## Worked problem: phonon broadening and shift of the $^5D_0$–$^7F_0$ line of Eu$^{3+}$:Y$_2$SiO$_5$

### Statement

The $^7F_0\to{}^5D_0$ zero-phonon line (ZPL) of Eu$^{3+}$ on a yttrium site of Y$_2$SiO$_5$ joins two non-degenerate electronic levels, hyperfine structure aside. Its temperature dependence is described with Debye phonons and a transition frequency that depends quadratically on the local strain, the model that McCumber and Sturge applied to the R lines of ruby in 1963:

$$H_g=\sum_k\hbar\omega_k b_k^\dagger b_k,\qquad H_e=H_g+\hbar\omega_0+\hbar g\,\phi^2,\qquad \phi=\sum_k h_k\,(b_k+b_k^\dagger).$$

Here $\phi$ is the strain at the ion divided by its zero-point rms value, so that $\sum_k h_k^2=1$. Widths are full widths at half maximum (FWHM) of the homogeneous line, $\Gamma=1/(\pi T_2)$ in Hz, and a positive shift is a shift to the blue.

The inputs are approximate values typical of this system, and $g$ and $B$ are illustrative model parameters.

| Quantity | Symbol | Value |
|---|---|---|
| Line position | $\tilde\nu_0$ | 17 240 cm$^{-1}$ (580 nm) |
| Effective Debye temperature | $\theta$ | 420 K |
| Quadratic coupling | $g/2\pi c$ | $+4.0$ cm$^{-1}$ |
| $^5D_0$ lifetime | $T_1$ | 1.9 ms |
| Lowest $^7F_1$ level above $^7F_0$ | $\Delta$ | 200 cm$^{-1}$ |
| Lifetime width of that level at $T=0$ | $B$ | 1.0 cm$^{-1}$ |
| Pressure coefficient of the line | $d\tilde\nu/dP$ | $-5$ cm$^{-1}$/GPa |
| Grüneisen parameter | $\gamma$ | 1 |
| Atom density | $n_a$ | $7.5\times10^{28}$ m$^{-3}$ |

(a) Derive the thermal shift and width to lowest order in $g$ and evaluate their prefactors $\alpha$ and $A$.

(b) Obtain the low- and high-temperature laws and the coefficients of $T^7$ and $T^4$.

(c) Find the temperature at which the phonon width equals the lifetime width, and the temperature stability that holds the line within one lifetime width at 4 K.

(d) Evaluate width, shift and local exponent $d\ln\Gamma_R/d\ln T$ at 4, 10, 40, 77 and 300 K.

(e) Give the size of what the model omits: higher orders in $g$, one-phonon absorption $^7F_0\to{}^7F_1$, and thermal expansion.

### Solution

**(a) Shift and width.** All phonon averages depend on the weighted density of states $\rho(\omega)=\sum_k h_k^2\,\delta(\omega-\omega_k)$. An acoustic mode has displacement amplitude $\propto\omega^{-1/2}$ and wave vector $\propto\omega$, so its squared strain amplitude is $h_k^2\propto\omega_k$. The Debye density of states adds a factor $\omega^2$. Normalisation then gives

$$\rho(\omega)=\frac{4\omega^3}{\omega_D^4}\quad(0<\omega<\omega_D),\qquad \frac{\omega_D}{2\pi c}=\frac{k_B\theta}{hc}=291.9\ \text{cm}^{-1}.$$

The optical coherence evolves as $e^{-i\omega_0t}\langle\mathcal T\exp[-ig\int_0^t\phi^2(t')\,dt']\rangle$, with the average and the time dependence taken with $H_g$. The first cumulant displaces the line by $g\langle\phi^2\rangle=g\int\rho\,(2n+1)\,d\omega$, where $n=1/(e^{\hbar\omega/k_BT}-1)$. The zero-point part $g$ is absorbed into the $T=0$ line position. With $x=\hbar\omega/k_BT$ and $y=\theta/T$ the remainder is

$$\delta\omega(T)=2g\int_0^{\omega_D}\rho\,n\,d\omega=\alpha\left(\frac{T}{\theta}\right)^4J_3(y),\qquad J_3(y)=\int_0^y\frac{x^3\,dx}{e^x-1},\qquad \alpha=8g .$$

The thermal energy density of a Debye solid is $U/V=9n_ak_B\theta\,(T/\theta)^4J_3(y)$, so the shift is proportional to the phonon energy. The reason is that $\rho(\omega)$ and the energy per mode times the density of states both go as $\omega^3$.

The second cumulant contains the fluctuations of $\phi^2$. Since $\phi$ is Gaussian, Wick's theorem gives

$$\langle\phi^2(t)\phi^2(0)\rangle-\langle\phi^2\rangle^2=2C(t)^2,\qquad C(t)=\langle\phi(t)\phi(0)\rangle=\int\rho\,\big[(n+1)e^{-i\omega t}+n\,e^{i\omega t}\big]d\omega .$$

At times long compared with the decay time of $C$ the coherence decays exponentially, the line is Lorentzian, and the pure dephasing rate is

$$\frac1{T_2^*}=g^2\,\mathrm{Re}\int_0^\infty 2C(t)^2dt=g^2\int_{-\infty}^{\infty}C(t)^2dt=4\pi g^2\int\rho^2\,n(n+1)\,d\omega .$$

The second step uses $C(-t)=C(t)^*$. In the third step only the two cross terms of $C^2$ survive, each giving $2\pi\,\delta(\omega-\omega')$. They describe absorption of one phonon and emission of another of equal frequency, a two-phonon Raman event that leaves the ion in its level and randomises the optical phase. Terms with two emissions or two absorptions oscillate at $\omega+\omega'>0$ and feed the phonon sidebands. The FWHM in angular frequency is $2/T_2^*$, and $n(n+1)=e^x/(e^x-1)^2$, so

$$\Gamma_R(T)=A\left(\frac{T}{\theta}\right)^7J_6(y),\qquad J_6(y)=\int_0^y\frac{x^6e^x\,dx}{(e^x-1)^2},\qquad A=\frac{128\pi g^2}{\omega_D}=\frac{2\pi\alpha^2}{\omega_D}.$$

A coupling linear in $\phi$ and diagonal in the electronic levels does not compete. Its dephasing rate is proportional to $\rho\,n$ at $\omega\to0$, which vanishes as $\omega^2$, and its shift is independent of temperature for harmonic phonons.

The expressions for $\alpha$ and $A$ are homogeneous of degree one in frequency, so they hold unchanged when $g$, $\omega_D$, $\alpha$ and $A$ are all expressed in cm$^{-1}$, as they are from here on:

$$\alpha=8\times4.0\ \text{cm}^{-1}=32\ \text{cm}^{-1}\ (959\ \text{GHz}),\qquad A=\frac{2\pi\,(32\ \text{cm}^{-1})^2}{291.9\ \text{cm}^{-1}}=22.04\ \text{cm}^{-1}\ (661\ \text{GHz}).$$

Digits beyond the second are guard digits for the arithmetic. The sign of $g$ fixes the direction of the shift and drops out of the width.

**(b) Limits.** For $T\ll\theta$ the upper limits go to infinity. Writing $e^x/(e^x-1)^2=\sum_{k\ge1}k\,e^{-kx}$ and $1/(e^x-1)=\sum_{k\ge1}e^{-kx}$ and integrating term by term,

$$J_6(\infty)=6!\,\zeta(6)=\frac{16\pi^6}{21}=732.5,\qquad J_3(\infty)=3!\,\zeta(4)=\frac{\pi^4}{15}=6.494 .$$

Hence $\Gamma_R=a_RT^7$ and $\delta\nu=a_ST^4$ with

$$a_R=\frac{16\pi^6}{21}\frac{A}{\theta^7}=\frac{732.5\times661\ \text{GHz}}{2.305\times10^{18}\ \text{K}^7}=2.10\times10^{-4}\ \text{Hz/K}^7,$$

$$a_S=\frac{\pi^4}{15}\frac{\alpha}{\theta^4}=\frac{6.494\times959\ \text{GHz}}{3.112\times10^{10}\ \text{K}^4}=200\ \text{Hz/K}^4 .$$

The integrand of $J_6$ peaks where $6/x=\coth(x/2)$, at $x=5.97$. The dephasing is carried by phonons near $6k_BT$, and the $T^7$ law therefore needs $\theta/T$ well above 6.

For $T\gg\theta$ the expansions $e^x/(e^x-1)^2=x^{-2}-\tfrac1{12}+\dots$ and $1/(e^x-1)=x^{-1}-\tfrac12+\dots$ give

$$\Gamma_R=\frac A5\left(\frac T\theta\right)^2\left[1-\frac{5}{84}\left(\frac\theta T\right)^2+\dots\right],\qquad \delta\nu=\alpha\left[\frac{T}{3\theta}-\frac18+\dots\right].$$

The width is quadratic in $T$ because $n(n+1)\to(k_BT/\hbar\omega)^2$. The shift becomes linear, and its asymptote extrapolates at $T=0$ to $-\alpha/8=-g$, the zero-point term removed in (a).

**(c) Liquid-helium regime.** The lifetime width is $\Gamma_1=1/(2\pi T_1)=84$ Hz. Setting $a_RT^7=\Gamma_1$,

$$T^*=\left(\frac{84\ \text{Hz}}{2.10\times10^{-4}\ \text{Hz/K}^7}\right)^{1/7}=6.3\ \text{K}.$$

The seventh root makes $T^*$ insensitive to $A$ and $T_1$: a factor of two in either moves it by 10%. The Debye temperature enters strongly. Since $a_R\propto A/\theta^7$ and $A\propto g^2/\theta$, one has $T^*\propto\theta\,(\Gamma_1/A)^{1/7}\propto\theta^{8/7}g^{-2/7}T_1^{-1/7}$, so raising $\theta$ by 10% raises $T^*$ by 11.5% at fixed $g$ and by the same 10% at fixed $A$. Spin-bath and other non-phonon contributions to the width are outside the model and add to $\Gamma_1$ in a real crystal.

At 4 K the slope of the line position is $4a_ST^3=51$ kHz/K, so a drift of one lifetime width corresponds to $84\ \text{Hz}/(51\ \text{kHz/K})=1.6$ mK. The shift is first order in $g$ and the width second order, and at 4 K phonons move the line by far more than they broaden it. A spectral hole used as a frequency reference is limited by thermometry before it is limited by Raman dephasing.

**(d) Full integrals.** For large $y$ the tails follow from the same exponential series,

$$J_6(y)=\frac{16\pi^6}{21}-\sum_{k\ge1}e^{-ky}\sum_{j=0}^{6}\frac{6!}{(6-j)!}\frac{y^{6-j}}{k^{j}},$$

and likewise for $J_3$; for $y=1.4$ the power series $J_6=y^5/5-y^7/84+y^9/2160-\dots$ converges quickly. The local exponent follows by differentiating the prefactor and the upper limit:

$$p=\frac{d\ln\Gamma_R}{d\ln T}=7-\frac{y^7e^y}{(e^y-1)^2J_6(y)} .$$

The last column anticipates part (e).

| $T$ (K) | $y$ | $J_6$ | $J_3$ | $\Gamma_R$ | $p$ | $\delta\nu$ | $\Gamma_{\rm dir}$ |
|---|---|---|---|---|---|---|---|
| 4 | 105 | 732.5 | 6.49 | 3.4 Hz | 7.0 | 51 kHz | $1.7\times10^{-21}$ Hz |
| 10 | 42.0 | 732.5 | 6.49 | 2.1 kHz | 7.0 | 2.0 MHz | $9.5\times10^{-3}$ Hz |
| 40 | 10.5 | 659.3 | 6.45 | 31 MHz | 6.4 | 0.51 GHz | 23 MHz |
| 77 | 5.45 | 232.5 | 5.25 | 1.1 GHz | 4.3 | 5.7 GHz | 0.73 GHz |
| 300 | 1.40 | 0.959 | 0.522 | 60 GHz | 2.2 | 130 GHz | 19 GHz |

At 300 K the width is 2.0 cm$^{-1}$ and the shift $+4.3$ cm$^{-1}$. The width is small against the phonon bandwidth of 291.9 cm$^{-1}$, as the exponential decay assumed in (a) requires. The pure $T^7$ law overestimates the width by 11% already at 40 K, about $\theta/10$. At 300 K the pure $T^2$ law gives $A/(5y^2)=2.25$ cm$^{-1}$, and the first correction factor $1-5y^2/84=0.88$ brings it to the tabulated value within rounding. Between 4 and 300 K the Raman width grows by ten orders of magnitude.

**(e) Omitted terms.**

*Higher orders in $g$.* The term $\hbar g\phi^2$ is a rank-one change of the dynamical matrix, so repeated scattering of a phonon from the excited ion sums as a geometric series. A low-frequency phonon distorts the faster modes statically. Their susceptibility is $2\int\rho\,\omega^{-1}d\omega$ and the force constant added is $2g$, so that

$$g\to\frac{g}{1+\eta},\qquad \eta=4g\int_0^{\omega_D}\frac{\rho}{\omega}\,d\omega=\frac{16g}{3\omega_D}=0.073 .$$

This lowers $a_S$ by 7% and $a_R$ by 13%, and leaves $A=2\pi\alpha^2/\omega_D$ intact between the two low-temperature coefficients. At room temperature the modes near the cutoff dominate, where the lowest-order scattering phase is $2\pi g\rho(\omega_D)=8\pi g/\omega_D=0.34$ rad, and corrections of the order of 10% are again to be expected. The second digit in the table belongs to the lowest-order formula, not to the model solved exactly.

*One-phonon absorption.* The level at $\Delta=200$ cm$^{-1}$, or $hc\Delta/k_B=287.8$ K, lies inside the phonon band. By detailed balance the upward rate from $^7F_0$ is the spontaneous downward rate times $n(\Delta)$, and it shortens the lifetime of the lower level of the optical transition:

$$\Gamma_{\rm dir}=\frac{B}{e^{hc\Delta/k_BT}-1}.$$

The rates add, so the homogeneous width is $\Gamma_1+\Gamma_R+\Gamma_{\rm dir}$. The direct term is irrelevant at 4 and 10 K. It amounts to 0.73, 0.68 and 0.31 of $\Gamma_R$ at 40, 77 and 300 K, and the higher $^7F_1$ components can only add to it. From 40 K upward the Raman formula alone is therefore incomplete for these inputs, and a fit that omits $\Gamma_{\rm dir}$ distorts both $A$ and $\theta$.

The matrix element behind $\Gamma_{\rm dir}$ also contributes to $g$. A coupling $\lambda\phi$ between $^7F_0$ and the level at $\Delta$ has the golden-rule width $B=2\pi\lambda^2\rho(\Delta)$. With $\rho(\Delta)=4.41\times10^{-3}$ cm this gives $\lambda^2=36$ cm$^{-2}$. For slow strain it pushes $^7F_0$ down by $\lambda^2\phi^2/\Delta$, a contribution of $+0.18$ cm$^{-1}$ to $g$. This is under 5% of the total, so treating $g$ as independent of frequency and adding $\Gamma_{\rm dir}$ separately involves little double counting.

*Thermal expansion.* The Hamiltonian refers to fixed volume, while a free crystal expands by $\Delta V/V=\gamma U/(B_0V)$, with $B_0$ the bulk modulus. Since $d\tilde\nu/d\ln V=-B_0\,d\tilde\nu/dP$, the bulk modulus cancels:

$$\delta\tilde\nu_{\rm exp}=-\frac{d\tilde\nu}{dP}\,\gamma\,\frac UV=\alpha_{\rm exp}\left(\frac T\theta\right)^4J_3(y),\qquad \alpha_{\rm exp}=-\frac{d\tilde\nu}{dP}\,\gamma\cdot9n_ak_B\theta .$$

With $9n_ak_B\theta=3.9$ GPa, $\alpha_{\rm exp}\approx+20$ cm$^{-1}$, which is 0.6 of $\alpha$ and has the same sign. This is an order-of-magnitude estimate. The crystal is monoclinic and expands anisotropically, $\gamma$ need not be constant in temperature, and the Debye temperature of the heat capacity need not equal the effective $\theta$ of the local strain. Within the estimate, every shift in the table and the slope in (c) are multiplied by 1.6. The expansion term has the same temperature dependence as the quadratic-coupling shift and cannot be separated from it by a fit at constant pressure. Being static, it produces no dephasing. Inserting the total prefactor $\alpha+\alpha_{\rm exp}$ into $A=2\pi\alpha^2/\omega_D$ would overestimate the Raman width by a factor of 2.6. For this reason, and because several strain components with different couplings enter the shift as a signed sum and the width as a sum of squares, $A$ and $\alpha$ are treated as independent parameters when spectra are fitted.